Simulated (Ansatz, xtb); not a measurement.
## Two isomers of C5H8ClNSi

Structure X is `ClC[SiH2]n1cccc1`, a singlet and structure Y is `Cc1cc(Cl)cn1[SiH3]`, a singlet. Both are isolated molecules in the gas phase, relaxed with r2SCAN-D4/def2-SVP, each in the lowest conformer that the search found.

Problem. Estimate E(Y) − E(X) at the level CCSD(T)/def2-SVP + ΔMP2/def2-TZVPP.

Solution. Not settled: CCSD(T)/def2-SVP + ΔMP2/def2-TZVPP gives E(Y) − E(X) = +4.7 kcal/mol, but this leans on the basis-set step: CCSD(T) alone gives +0.7 kcal/mol.

The same difference at several levels:

```json
{"level": "GFN2-xTB", "geometry": "GFN2-xTB", "E(Y) − E(X) (kcal/mol)": "−18.9", "departure from the last row (kcal/mol)": "−23.7", "job, with rough time for the two": "optimisation, 0.18 s"}
{"level": "HF/STO-3G", "geometry": "GFN2-xTB", "E(Y) − E(X) (kcal/mol)": "+1.8", "departure from the last row (kcal/mol)": "−2.9", "job, with rough time for the two": "single point, 0.54 s"}
{"level": "r2SCAN-D4/def2-SVP//GFN2-xTB", "geometry": "GFN2-xTB", "E(Y) − E(X) (kcal/mol)": "+2.0", "departure from the last row (kcal/mol)": "−2.7", "job, with rough time for the two": "single point, 5.4 s"}
{"level": "r2SCAN-D4/def2-SVP", "geometry": "r2SCAN-D4/def2-SVP", "E(Y) − E(X) (kcal/mol)": "+2.2", "departure from the last row (kcal/mol)": "−2.5", "job, with rough time for the two": "optimisation, 55 s"}
{"level": "HF/def2-SVP", "geometry": "r2SCAN-D4/def2-SVP", "E(Y) − E(X) (kcal/mol)": "+4.6", "departure from the last row (kcal/mol)": "−0.1", "job, with rough time for the two": "part of the CCSD(T) run"}
{"level": "MP2/def2-SVP", "geometry": "r2SCAN-D4/def2-SVP", "E(Y) − E(X) (kcal/mol)": "−0.1", "departure from the last row (kcal/mol)": "−4.8", "job, with rough time for the two": "part of the CCSD(T) run"}
{"level": "CCSD(T)/def2-SVP", "geometry": "r2SCAN-D4/def2-SVP", "E(Y) − E(X) (kcal/mol)": "+0.7", "departure from the last row (kcal/mol)": "−4.0", "job, with rough time for the two": "single point"}
{"level": "CCSD(T)/def2-SVP + ΔMP2/def2-TZVPP", "geometry": "r2SCAN-D4/def2-SVP", "E(Y) − E(X) (kcal/mol)": "+4.7", "departure from the last row (kcal/mol)": "", "job, with rough time for the two": "single point, 2.1 min"}
```

As drawn, Y has 1 C–C, 1 Si–H in place of 1 C–Si, 1 C–H.

GFN2-xTB puts the two in the other order. MP2/def2-SVP finds them nearly level. The largest departure from CCSD(T)/def2-SVP + ΔMP2/def2-TZVPP is that of GFN2-xTB, 23.7 kcal/mol. A small imaginary or near-zero mode remains, so no thermal terms are given. The last row adds to CCSD(T) the change of the MP2 difference between the two basis sets, here +4.0 kcal/mol, a large step that makes the value less sure.

The correlated steps freeze 16 core orbitals. Programs: Ansatz 0.2.0, xtb 6.7.1; the last row on 4 threads of Arm Neoverse V1 on a shared host.

Most levels place X slightly lower, but the small gap is better read as a near-cancellation of bonding changes than as a strong preference. Exchanging C–Si and C–H bonds for C–C and Si–H bonds should favour X, chiefly because C–H is much stronger than Si–H. Y probably recovers much of this by moving chlorine from a saturated carbon to the pyrrole ring, where the C–Cl bond is stronger and the chlorine lone pairs can conjugate, and by attaching the methyl group to an sp2 carbon. Crowding between that methyl and the neighbouring N-silyl group may take back part of the gain.

The GFN2-xTB reversal does not come from its geometries: r2SCAN-D4 gives +2.0 kcal/mol on them and +2.2 kcal/mol on its own. The fault therefore lies in the energy, probably in the parametrised balance between bonds to silicon and to carbon. The closeness of HF/def2-SVP to the composite value likewise suggests offsetting correlation and basis-set effects, not an accurate description by Hartree–Fock.
